Non-relativistic UHF-CCSD(T) calculations with Ansatz 0.2.0 for the neutral PH₂ radical (doublet), with the noble-gas core of phosphorus frozen and the MP2(full)/6-31G* geometry kept in every basis. Atomization energies are counted from the cc-pV(Q+d)Z value, and 6-31Gstar stands for 6-31G*.

| basis | functions | atomization energy less its quadruple-zeta value (kJ/mol) |
| --- | --- | --- |
| STO-3G | 11 | 70.60 |
| 6-31G | 17 | -180.00 |
| 6-31Gstar | 23 | -109.00 |
| cc-pV(D+d)Z | 33 | -55.80 |
| cc-pV(T+d)Z | 67 | -14.20 |
| cc-pV(Q+d)Z | 124 | 0.00 |

## Sizes to remember

Breaking PH₂ into one phosphorus and two hydrogen atoms costs 637.4 kJ/mol in the quadruple-zeta basis, cc-pV(Q+d)Z, as an electronic energy without zero-point vibration, and the table counts every other basis from there. The choice of basis alone moves this energy by up to 180 kJ/mol from that value, more than a quarter of the whole. A good triple-zeta set still differs from the quadruple-zeta one by 14 kJ/mol.

The trend has an odd beginning. The smallest basis, STO-3G, binds the molecule too strongly, the next one binds it far too weakly, and from there each larger set raises the binding by a smaller step. The method, the geometry and the electronic state of the radical are the same in all rows, so the basis has to explain the whole pattern.

The returns diminish steeply. The six functions that turn 6-31G into 6-31G* bring 71 kJ/mol, about 12 for each function. The last 57 functions bring 14.2 kJ/mol together, about a quarter of a kJ/mol each.

## A difference between two faulty energies

The atomization energy is the energy of the separate atoms less that of the molecule. A larger basis normally lowers both. What matters for the binding is which of the two it lowers more:

$$
\text{gain in binding} = \text{fall of the molecule} - \text{fall of the atoms}.
$$

From STO-3G to 6-31G the molecule falls by 9987 kJ/mol, nearly sixteen times its atomization energy. Almost all of this belongs to the inner shells of phosphorus, which are much the same in the atom and in the molecule, so it cancels. The atoms fall slightly further, by 10238 kJ/mol, and the binding therefore drops by 251.

In the later steps the molecule falls more than the atoms, and between about 30 and 45 % of its fall survives as binding. So there is one question to ask of every new function: can the free atoms use it as well as the molecule can?

## Why the smallest basis binds too strongly

STO-3G gives each hydrogen atom a single function of fixed shape, and that shape was chosen for molecules. A hydrogen atom in a bond holds its electron more tightly than a free one, so the function is contracted. The standard contraction is an average over common molecules. For the long, nearly nonpolar P–H bond it is expected to be too tight as well, but the molecule suffers less, because the functions on phosphorus make up part of the loss. In the free atom nothing makes up for it, and the electron can't relax outwards.

The size of the fault follows from the simplest problem in quantum chemistry. For an orbital $e^{-\zeta r}$, with $r$ in bohr, the energy of the hydrogen atom is $\zeta^2/2-\zeta$ hartree, which is lowest at $\zeta=1$. Any other exponent costs $(\zeta-1)^2/2$. With $\zeta$ about a quarter too large, this is roughly 80 kJ/mol, and the imperfect fit by three Gaussians brings the recalled total to about 88.

PH₂ releases two such atoms, so they come out about 176 kJ/mol too high, and, against a molecule left as it is, the binding looks too large by the same amount. This is well above the overshoot of 70.6 kJ/mol in the table. With the two atoms put right, and nothing else changed, STO-3G would give about 532 kJ/mol and lie some 105 below the quadruple-zeta value. This mends the atoms only. A looser hydrogen function is expected to lower the molecule too, so the net share of hydrogen in the overshoot is smaller than the fault of the atoms. The irregular row is a poor basis like its neighbours, with its weakness hidden by a larger fault of the opposite sign.

The correlation energy, which is the lowering that electrons gain by avoiding one another, confirms how poor the basis is. In STO-3G the molecule has only 114 kJ/mol of it, against 469 in the quadruple-zeta set. A binding energy that is too high is therefore no sign that the molecule is well described.

## Why the next basis falls so low

6-31G gives each hydrogen atom two functions, a tight and a loose one, and their mixture can adapt to the free atom as well as to the bond. The fault of a free hydrogen atom shrinks to about 5 kJ/mol, again a recalled value. For two atoms this repair takes away some 170 kJ/mol of false binding, as much as two thirds of the drop from the first row to the second, though this is no clean share, since the molecule gains from the freer hydrogen functions too. By subtraction, the phosphorus atom alone falls further than the whole molecule. STO-3G fixes the size of its outer orbitals, too, with molecules in mind, and the free phosphorus atom is expected to add false binding of a similar size. In so small a basis each atom in the molecule also borrows the functions of its neighbours, the basis-set superposition error, which works the same way. These runs don't separate these causes.

What remains visible is the true weakness of a small basis. 6-31G can make an orbital larger or smaller, but it has no d functions on phosphorus and no p functions on hydrogen. Such polarization functions let the charge shift sideways into a bond. The occupied orbitals of a spherical atom have no use for this, while those of a bent molecule do, so their absence weakens the binding.

## What d functions do for phosphorus

The step to 6-31G* is the cleanest in the table, because all six new functions sit on phosphorus. The molecule falls by 225 kJ/mol and the atoms by 154. The hydrogen functions are unchanged, so the whole fall of the atoms belongs to phosphorus. The difference, 71 kJ/mol, is the gain in binding.

Symmetry explains why the atom gains less. The free phosphorus atom has a half-filled 3p shell and is spherical, so true d functions can't mix into its occupied s and p orbitals. They help it only by giving its electrons more room to avoid one another. In the molecule they do this too, and they also bend the occupied orbitals towards the hydrogen atoms.

The molecule's own energy shows both effects. Of its fall, 101 kJ/mol comes from the mean-field energy of the reference determinant and 125 from correlation. One of the six functions is in fact s-like and can lower the mean-field energy of the atom as well, but this is expected to be a small effect. The atom's fall of 154 kJ/mol is then almost all correlation, and it exceeds the molecule's 125. The gain in binding at this step is therefore expected to come from the mean-field part, the polarization of the bonds, while correlation alone would weaken the binding, probably because hydrogen still lacks p functions to correlate the bond pairs.

## A step with mixed causes

The double-zeta set cc-pV(D+d)Z raises the binding by a further 53 kJ/mol. It brings p functions on hydrogen, which a free hydrogen atom in its ground state can't use at all. They serve only the molecule, and they are therefore expected to strengthen the binding and, mainly by correlating the bond pairs, to supply the larger part of this step.

The same step adds a second d set on phosphorus and replaces the other functions by those of a different family. The table can't divide the gain among these changes. The row fits the argument, but it doesn't measure the effect of the p functions on hydrogen.

## Why the end of the series is slow

From double to triple to quadruple zeta, the sets grow by a common plan, and the binding rises by 41.6 and then by 14.2 kJ/mol. In both steps about 70 % of the molecule's fall is correlation energy. The mean-field energy still falls too, by 34 and then by 9 kJ/mol, but the larger part of the improvement lies in the motion of the electrons relative to one another.

The reason is a kink. Where two electrons of opposite spin meet, their repulsion gives the exact wave function a sharp crease. Products of smooth orbitals centred on the nuclei can copy it only with functions of ever higher angular momentum. Electrons of parallel spin already avoid each other through the Pauli principle, so they need far less of this help.

The same runs show this contrast at the simpler level of second-order perturbation theory. From the triple- to the quadruple-zeta set, the contribution of opposite-spin pairs grows by about 24 kJ/mol, that of parallel-spin pairs by about 2.

This also explains why the binding approaches its limit from below. Forming the two P–H bonds pairs electrons that were unpaired in the atoms. The molecule thus holds more close pairs of opposite spin than the atoms do, and it loses more when the basis describes them badly.

## The inverse-cube estimate, worked through

Theory gives the slow part a simple form. Once a basis contains all functions up to some angular momentum, the correlation energy still to come shrinks roughly as the inverse cube of the basis number $X$, which is 2, 3 and 4 for double, triple and quadruple zeta. Applied to the atomization energy, this reads

$$
D(X) = D_\infty - \frac{A}{X^3},
$$

where $D_\infty$ is the limit of a complete basis and $A$ is a constant. The last step of the table fixes $A$:

$$
A = \frac{14.2}{1/27 - 1/64} \approx 660\ \text{kJ/mol}.
$$

The part still to come after the quadruple-zeta set is then $A/64$, or about 10 kJ/mol.

The double-zeta row was not used, so it can test the formula. The predicted rise from double to triple zeta is $A\,(1/8-1/27)\approx 58$ kJ/mol, while the calculation gives 41.6. The prediction is 40 % too large. For the molecule's correlation energy alone, treated in the same way, the excess is only 14 %.

Much of this difference lies in what the excess is compared with. It is about 17 kJ/mol for the binding and 12 for the correlation energy, but the computed gain in binding is only half as large as that in correlation energy. Neither misfit is a surprise, since the law was derived for correlation energies in large sets, and the double-zeta set is small.

A second estimate shows how far the limit can be trusted. If each step were the same fraction of the one before, the rest would be $14.2^2/(41.6-14.2)\approx 7$ kJ/mol. The two rules agree that the zero of the table lies below the basis limit by something like 10 kJ/mol, and three points support no finer statement. This remainder is an error within the chosen method, not a distance from experiment.

## What this means for phosphine in device making

PH₂ is a fragment of phosphine, the gas that supplies phosphorus for doping silicon and for growing indium phosphide. Models of these processes need the energies at which P–H bonds break. At 900 K the thermal energy $RT$ is about 7.5 kJ/mol. If an error of 14 kJ/mol entered a reaction energy in full, it would change the equilibrium constant by a factor of about seven.

For this radical, then, even the triple-zeta atomization energy needs a correction before it enters such a model. In a reaction that keeps the number and kind of bonds, much of the error can be expected to cancel. The STO-3G row adds a warning about judging a basis by one energy. It lies closer to the quadruple-zeta value than 6-31G and 6-31G* do, but through large faults of opposite sign that partly cancel, one of them in its free hydrogen atoms. A hydride that releases more hydrogen atoms would carry that fault once for each of them.
